## Husimi moments and Wehrl entropy of a spin: the spin-1 model and the $J=8$ cat of $^{164}$Dy

### Definitions and conventions

We set $\hbar=1$, write $N=2j$ and measure entropies in nats. The coherent state pointing along $\mathbf n=(\theta,\phi)$ is the rotated highest-weight state,

$$|\mathbf n\rangle=e^{-i\phi J_z}e^{-i\theta J_y}|j,j\rangle=\sum_{m}\binom{N}{j+m}^{1/2}\cos^{j+m}\!\tfrac\theta2\,\sin^{j-m}\!\tfrac\theta2\;e^{-im\phi}|j,m\rangle .$$

The operator $\int\frac{d\Omega}{4\pi}|\mathbf n\rangle\langle\mathbf n|$ commutes with all rotations and has unit trace, so by Schur's lemma it is $\mathbb 1/(2j+1)$. For a state $\rho$ the Husimi function $Q(\mathbf n)=\langle\mathbf n|\rho|\mathbf n\rangle$, equal to $|\langle\mathbf n|\psi\rangle|^2$ for a pure state, lies in $[0,1]$ and is normalised with the measure $d\mu=(2j+1)\,d\Omega/4\pi$. We define

$$M_p=\int d\mu\,Q^p,\qquad S_p=\frac{\ln M_p}{1-p},\qquad S=-\int d\mu\,Q\ln Q=-\frac{dM_p}{dp}\Big|_{p=1}.$$

$M_p$ are the Husimi moments, $S_p$ the Rényi–Wehrl entropies and $S$ the Wehrl entropy. All are invariant under rotations of the state. With $u=\cos^2(\theta/2)$ the measure is $d\Omega/4\pi=du\,d\phi/2\pi$, $0\le u\le1$.

For the coherent state $|j,j\rangle$ one has $Q=u^N$. From $\int_0^1u^{Np}du=1/(Np+1)$, valid for real $p>0$,

$$M_p^{\rm coh}=\frac{2j+1}{2jp+1},\qquad S^{\rm coh}=\frac{2j}{2j+1}.\tag{1}$$

For $j\to\infty$ these tend to $1/p$ and $1$, the values of an oscillator coherent state with the measure $dq\,dp/2\pi$.

### The general statement: $p$ copies projected on spin $pj$

For integer $p$, $Q^p=\langle\mathbf n|^{\otimes p}\rho^{\otimes p}|\mathbf n\rangle^{\otimes p}$. The product $|j,j\rangle^{\otimes p}$ is the only state of $p$ spins with total projection $pj$. Total spin $pj$ therefore occurs exactly once, and $|\mathbf n\rangle^{\otimes p}$ is its coherent state. Schur's lemma in that multiplet gives $\int\frac{d\Omega}{4\pi}\big(|\mathbf n\rangle\langle\mathbf n|\big)^{\otimes p}=P_{pj}/(2pj+1)$, with $P_{pj}$ the projector on total spin $pj$. Hence

$$M_p=\frac{2j+1}{2jp+1}\,W_p,\qquad W_p=\mathrm{Tr}\big[\rho^{\otimes p}P_{pj}\big]\le1.\tag{2}$$

$W_p$ is the probability that $p$ independent copies are found with the largest total spin. The case of equality follows from the Casimir operator. For independent copies

$$\langle\mathbf J_{\rm tot}^2\rangle=p\,j(j+1)+p(p-1)|\langle\mathbf J\rangle|^2,$$

so that its deficit from the top value is

$$D=pj(pj+1)-\langle\mathbf J_{\rm tot}^2\rangle=p(p-1)\big(j^2-|\langle\mathbf J\rangle|^2\big).$$

If $W_p=1$ then $D=0$, and for $p\ge2$ this forces $|\langle\mathbf J\rangle|=j$. The component of $\mathbf J$ along $\langle\mathbf J\rangle$ then has its largest eigenvalue as its mean, so the state is the corresponding non-degenerate eigenvector, a coherent state. The argument is also quantitative. A component of total spin $L<pj$ contributes $pj(pj+1)-L(L+1)$ to $D$, which is at most $pj(pj+1)$. For a pure state $|\psi\rangle^{\otimes p}$ is permutation symmetric, and the symmetric space holds a single vector of projection $pj-1$, namely $J_-|pj,pj\rangle$; spin $pj-1$ is absent and the contribution is at least that of $L=pj-2$, which is $4pj-2$. Thus

$$\frac{D}{pj(pj+1)}\le 1-W_p\le\frac{D}{4pj-2},\tag{3}$$

the left inequality for any $\rho$, the right one for pure states with $j\ge1$.

The Schwinger boson form makes $W_p$ computable. Put $x=\cos\frac\theta2\,e^{i\phi/2}$, $y=\sin\frac\theta2\,e^{-i\phi/2}$. For $|\psi\rangle=\sum_mc_m|j,m\rangle$,

$$\langle\mathbf n|\psi\rangle=f(x,y)=\sum_mc_m\binom{N}{j+m}^{1/2}x^{j+m}y^{j-m},\qquad|\psi\rangle=\frac{f(\hat a^\dagger,\hat b^\dagger)}{\sqrt{N!}}|0\rangle .$$

For a homogeneous polynomial $g=\sum_kg_kx^{K-k}y^k$ the $\phi$ average removes the cross terms, and $\int_0^1u^{K-k}(1-u)^kdu=1/\big[(K+1)\binom Kk\big]$. The sphere average of $|g|^2$ is therefore $\|g\|^2/(K+1)$ with $\|g\|^2=\sum_k|g_k|^2/\binom Kk$. Taking $g=f^p$, $K=Np$, gives $W_p=\|f^p\|^2$: projecting $p$ copies on spin $pj$ is multiplying their polynomials.

### The two-amplitude family

Consider $|\psi\rangle=a|j,j\rangle+b|j,-j\rangle$ with $a,b\ge0$, $a^2+b^2=1$. A relative phase between the two terms is removed by a rotation about $z$. Here $f=ax^N+by^N$ and

$$Q=A^2+B^2+2AB\cos N\phi,\qquad A=a\,u^{j},\quad B=b\,(1-u)^{j}.$$

The binomial expansion of $f^p$ has coefficients $\binom pka^{p-k}b^k$ on $x^{N(p-k)}y^{Nk}$, so

$$W_p=\sum_{k=0}^p\binom pk^2\binom{Np}{Nk}^{-1}a^{2(p-k)}b^{2k}.\tag{4}$$

For $j=\frac12$ the sum is $(a^2+b^2)^p=1$. Every pure state of a spin ½ is coherent, and two levels show nothing. Three levels are the smallest case in which the bound can fail to be reached.

### The smallest model: spin 1

For $j=1$, $f=c_1x^2+\sqrt2\,c_0xy+c_{-1}y^2$ is a quadratic form and factorises into two linear forms. Each normalised linear form $\ell$ is a spin-½ overlap, $|\ell|^2=(1+\mathbf n\cdot\mathbf n_\ell)/2$, and the two unit vectors are the Majorana stars of the state. Up to a rotation the only parameter is the angle $\gamma$ between them. In the two-amplitude family

$$ax^2+by^2=(a+b)\,\ell_+\ell_-,\qquad\ell_\pm=\frac{\sqrt a\,x\pm i\sqrt b\,y}{\sqrt{a+b}},$$

so $Q=c\,|\ell_+|^2|\ell_-|^2$ with $c=(a+b)^2=1+t$ and $t=2ab$. The sphere average of $|\ell_+\ell_-|^2$ is $(1+\frac13\cos\gamma)/4$, and normalisation with $2j+1=3$ gives $c=4/(3+\cos\gamma)$, that is $\cos\gamma=(1-3t)/(1+t)$. As $t$ runs from 0 to 1, $\gamma$ runs from 0 to $180^\circ$, so the family contains every pure spin-1 state up to rotation. Its mean spin is $|\langle\mathbf J\rangle|^2=(a^2-b^2)^2=1-t^2$. The balanced cat $t=1$ has antipodal stars and is the state $|1,0\rangle$ of a rotated axis.

**Second moment.** Two copies of a pure spin-1 state are symmetric and contain only $L=2$ and $L=0$. The singlet is $\big(|1,-1\rangle-|0,0\rangle+|{-1},1\rangle\big)/\sqrt3$ in the notation $|m_1,m_2\rangle$, and its amplitude in $|\psi\rangle|\psi\rangle$ is $(2c_1c_{-1}-c_0^2)/\sqrt3$. This is proportional to the discriminant of $f$ and vanishes exactly when the stars coincide. Its modulus is rotation invariant and equals $t/\sqrt3$, so

$$W_2=1-\frac{t^2}{3},\qquad M_2=\frac35\Big(1-\frac{t^2}3\Big).$$

Equation (4) agrees: $a^4+b^4+\frac46a^2b^2=1-\frac43a^2b^2$. In (3), $D=2t^2$ and both denominators are 6, so the two inequalities close on the exact value.

**Third moment.** Equation (4) gives $W_3=a^6+b^6+\frac9{15}a^2b^2=1-\frac{12}5a^2b^2$, or

$$W_3=1-\frac{3t^2}{5},\qquad M_3=\frac37\Big(1-\frac{3t^2}{5}\Big).$$

The symmetric part of three spins 1 holds $L=3$ and $L=1$ only, so the right side of (3) is reached: $D/(4pj-2)=6t^2/10$.

**Wehrl entropy.** The logarithm splits, $\ln Q=\ln c+\ln|\ell_+|^2+\ln|\ell_-|^2$, and the two star terms contribute equally. Take one star as the pole, so that its factor is $u$. The azimuthal average of the other factor is $(1+\cos\gamma\cos\theta)/2=\lambda+(1-2\lambda)u$ with $\lambda=\sin^2(\gamma/2)$. With $\int_0^1u\ln u\,du=-\frac14$ and $\int_0^1u^2\ln u\,du=-\frac19$,

$$S=-\ln c-6c\int_0^1u\,[\lambda+(1-2\lambda)u]\ln u\,du=-\ln c+\frac{c\,(4+\lambda)}6 .$$

Since $c=2/(2-\lambda)$, $\lambda=2-2/c$ and the last term is $c-\frac13$:

$$S=\frac23+t-\ln(1+t),\qquad t=\sqrt{1-|\langle\mathbf J\rangle|^2}.\tag{5}$$

Because $\ln(1+t)<t$ for $t>0$, $S\ge\frac23$ with equality among pure states only for coherent ones; near them $S-\frac23\simeq t^2/2$. $Q$ is linear in $\rho$ and $-Q\ln Q$ is concave, so a mixture has at least the mean entropy of its components and the minimum $\frac23$ holds for all spin-1 states.

| $t$ | $\gamma$ | $W_2$ | $M_2$ | $W_3$ | $M_3$ | $S_2$ | $S$ |
|---|---|---|---|---|---|---|---|
| 0 | $0^\circ$ | 1 | 0.6000 | 1 | 0.4286 | 0.5108 | 0.6667 |
| 0.5 | $109.47^\circ$ | 0.9167 | 0.5500 | 0.8500 | 0.3643 | 0.5978 | 0.7612 |
| 1 | $180^\circ$ | 0.6667 | 0.4000 | 0.4000 | 0.1714 | 0.9163 | 0.9735 |

The first row is the general bound (1) for $j=1$; the last is the least localised pure state, with $S=\frac53-\ln2$.

### What the integer moments prove, and what they do not

For real $p$ define $W_p$ by $M_p=M_p^{\rm coh}W_p$. Then $W_1=1$ and $S=S^{\rm coh}-dW_p/dp|_{p=1}$, so the entropy bound is the statement that $W_p$ leaves $p=1$ with a slope that is not positive. For $|1,0\rangle$, $Q=2u(1-u)$ gives $W_p=2^p\,\Gamma(p+1)^2/\Gamma(2p+1)$, equal to 0.833 at $p=\frac32$, with slope $\ln2-1$ at $p=1$, which reproduces (5) at $t=1$.

In general, inequalities at $p=2,3,\dots$ do not fix the sign of a derivative at $p=1$. What they yield is weaker. By Hölder's inequality $\ln M_p$ is convex in $p$, and $\ln M_1=0$, so its slope $-S$ at $p=1$ cannot exceed the chord $\ln M_2$:

$$S\ge S_2\ge\ln\frac{4j+1}{2j+1}.$$

This is 0.5108 for $j=1$ against the true minimum 0.6667. That $2j/(2j+1)$ is the minimum for every $j$ was conjectured by Lieb in 1978; Schupp treated spin 1, spin 3/2 and the integer moments in 1999; Lieb and Solovej proved in 2014 that $\int d\mu\,F(Q)$ is largest for coherent states for every convex $F$ on $[0,1]$. The choice $F=Q^p$ extends (2) to real $p>1$, and $F=Q\ln Q$ gives the entropy. That theorem is quoted here; (5), with the concavity argument for mixtures, proves its entropy case $F=Q\ln Q$ for $j=1$.

### Wehrl entropy of the balanced cat for any $j$

Let $A_>$ and $A_<$ be the larger and the smaller of $A,B$, and $r=A_</A_>$. With $\chi=N\phi$, $\ln Q=\ln A_>^2+2\sum_{k\ge1}(-1)^{k+1}r^k\cos(k\chi)/k$. Multiplied by $Q$ and averaged over $\chi$, only $k=1$ survives, with weight $2AB\cdot2r\cdot\frac12=2A_<^2$:

$$\langle Q\ln Q\rangle_\phi=(A^2+B^2)\ln A_>^2+2A_<^2 .$$

For $a=b=1/\sqrt2$ the hemispheres contribute equally. With $v=1-u$,

$$S^{\rm cat}=-(N+1)\int_{1/2}^1\Big[(u^N+v^N)\big(N\ln u-\ln2\big)+2v^N\Big]du .$$

The $\ln2$ term integrates to $+\ln2$ and the last term to $-2^{-N}$. Extending the $u^N\ln u$ integral to $[0,1]$ yields $N/(N+1)$ and leaves $-N(N+1)\int_0^{1/2}v^N\ln\frac{1-v}v\,dv$, which one integration by parts turns into $-NT_N$:

$$S^{\rm cat}=\frac N{N+1}+\ln2-2^{-N}-NT_N,\qquad T_N=\int_0^{1/2}\frac{v^N\,dv}{1-v}=\ln2-\sum_{k=1}^N\frac1{k\,2^k}.\tag{6}$$

For $N=1$ this is $\frac12$, the coherent value, and for $N=2$ it is $\frac53-\ln2$, as in (5).

### Coherent and cat states of $^{164}$Dy

The ground level of dysprosium is $4f^{10}6s^2\,{}^5I_8$ and $^{164}$Dy has no nuclear spin, so the atom carries a single multiplet $J=8$, $N=16$, with 17 sublevels. $Q(\mathbf n)$ is the population of $m=+8$ after a rotation that brings $\mathbf n$ to the $z$ axis. A choice of three of the 17 sublevels is not the spin-1 model, because the coherent states belong to the full multiplet; what carries over is the two-amplitude family. A Hamiltonian $\kappa J_x^2$, the form of a tensor light shift, produces the balanced member. For integer $m$, $e^{-i\pi m^2/2}=\big[e^{-i\pi/4}+e^{i\pi/4}e^{i\pi m}\big]/\sqrt2$, so at $\kappa\tau=\pi/2$ the evolution operator is the same combination of $\mathbb 1$ and $e^{i\pi J_x}$, and the latter turns $|8,-8\rangle$ into $|8,8\rangle$ up to a phase.

From (4), with $\binom{32}{16}=601\,080\,390$,

$$W_2^{\rm cat}=\frac12+\binom{32}{16}^{-1}=\frac12+1.664\times10^{-9},\qquad W_3^{\rm cat}=\frac14+\frac94\binom{48}{16}^{-1}=\frac14+9.98\times10^{-13}.$$

In (6), $T_{16}=8.523\times10^{-7}$, $16\,T_{16}=1.364\times10^{-5}$ and $2^{-16}=1.526\times10^{-5}$, so $S^{\rm cat}$ lies $2.89\times10^{-5}$ below $\frac{16}{17}+\ln2$. For comparison, $|8,0\rangle$ has $Q=\binom{16}8u^8v^8$ with $\binom{16}{8}=12\,870$, hence $W_p=12870^p\,\Gamma(8p+1)^2/\Gamma(16p+1)$ and $S=16(H_{17}-H_8)-\ln12870$, where $H_n=\sum_{k=1}^n1/k$. The unpolarised state has $Q=\frac1{17}$, $M_p=17^{1-p}$, and the largest possible entropy $\ln17$ by Jensen's inequality.

| state of $J=8$ | $W_2$ | $M_2$ | $W_3$ | $M_3$ | $S_2$ | $S$ |
|---|---|---|---|---|---|---|
| coherent | 1 | 0.51515 | 1 | 0.34694 | 0.66329 | 0.94118 |
| balanced cat | 0.50000 | 0.25758 | 0.25000 | 0.08673 | 1.35644 | 1.63429 |
| $\vert 8,0\rangle$ | 0.27557 | 0.14196 | 0.06611 | 0.02293 | 1.95222 | 2.08447 |
| unpolarised | 0.11419 | 0.05882 | 0.00997 | 0.00346 | 2.83321 | 2.83321 |

These are the numbers of the ideal states; they depend on $J=8$ alone. The coherent row is the bound: $17/33$, $17/49$ and $16/17$. The second moment alone guarantees $S\ge0.66329$, well short of the minimum 0.94118. Read as a number of occupied phase-space cells out of 17, $1/M_2$ is 1.941 for the coherent state and 3.882 for the cat.

The cat has $W_p\simeq2^{1-p}$, the probability that all $p$ copies sit on the same pole; copies on opposite poles have almost no weight in the top multiplet. In the spin-1 model that weight is large: it lifts $W_2$ from $\frac12$ to $\frac23$ and lowers $S$ from $\frac23+\ln2=1.3598$ to 0.9735. A second difference is that $|\langle\mathbf J\rangle|$ no longer fixes the moments. The cat and $|8,0\rangle$ both have $\langle\mathbf J\rangle=0$, for which the left side of (3) gives $W_2\le\frac9{17}=0.5294$. The cat comes close to this ceiling and $|8,0\rangle$, a ring around the equator, stays far below it, whereas for $j=1$ the two states are rotations of one another.

### What the moments see of the coherence

A field $B$ along $z$ adds $g_J\mu_BBJ_z$. With the approximate value $g_J\approx1.24$ as input, the Larmor frequency is 1.74 MHz/G and the relative phase of the cat turns 16 times faster, at 27.8 MHz/G. This is a rotation and leaves every $M_p$ and $S$ unchanged. A field that differs between repetitions does not: an illustrative offset of 1 mG shifts the cat phase by one radian in 5.7 μs, and a fully randomised phase leaves $\rho_{\rm mix}=\frac12\big(|8,8\rangle\langle8,8|+|8,-8\rangle\langle8,-8|\big)$ with $Q=\frac12(u^N+v^N)$. Squaring and integrating,

$$W_2^{\rm mix}=\frac12+\frac12\binom{2N}{N}^{-1}.$$

For spin 1 this is $\frac7{12}$ against $\frac23$ for the cat. For $J=8$ the loss is $8.32\times10^{-10}$ in $W_2$ and $4.29\times10^{-10}$ in $M_2$. For the entropy, with $w=(v/u)^N\le1$ on the upper hemisphere,

$$S^{\rm mix}-S^{\rm cat}=(N+1)\int_{1/2}^1u^N\big[2w-(1+w)\ln(1+w)\big]du .$$

Since $w\le(1+w)\ln(1+w)\le2w$ on $[0,1]$, the difference lies between 0 and $2^{-(N+1)}=7.6\times10^{-6}$; the integral gives $6.5\times10^{-6}$. The cause is visible in $Q$ itself: on the equator $Q=2^{-16}(1+\cos16\phi)$, and its crests reach only $3.05\times10^{-5}$.

Any imperfection of preparation outweighs this. For $\rho=(1-\epsilon)|\psi\rangle\langle\psi|+\epsilon\,\mathbb 1/17$, the normalisations $\int d\mu\,Q=1$ and $\int d\mu=17$ give

$$M_2(\epsilon)=(1-\epsilon)^2M_2+\frac{\epsilon(2-\epsilon)}{17}.$$

An assumed $\epsilon=0.01$ moves the model's $M_2$ for the cat from 0.25758 to 0.25362, and the initial slope $-2(M_2-\frac1{17})=-0.3975$ means that $\epsilon=1.1\times10^{-9}$ already matches the whole coherence term. Only the leading digits of the cat row can describe a prepared sample. The moments and the Wehrl entropy measure localisation on the sphere: they separate one lobe from two by a factor $2^{1-p}$ and by $\ln2$, and they single out the coherent state as the unique maximiser of each integer moment, while at $J=8$ they are nearly blind to whether the two lobes are coherent. In the three-level model the lobes overlap, and localisation, polarisation and coherence are all governed by the one number $t$.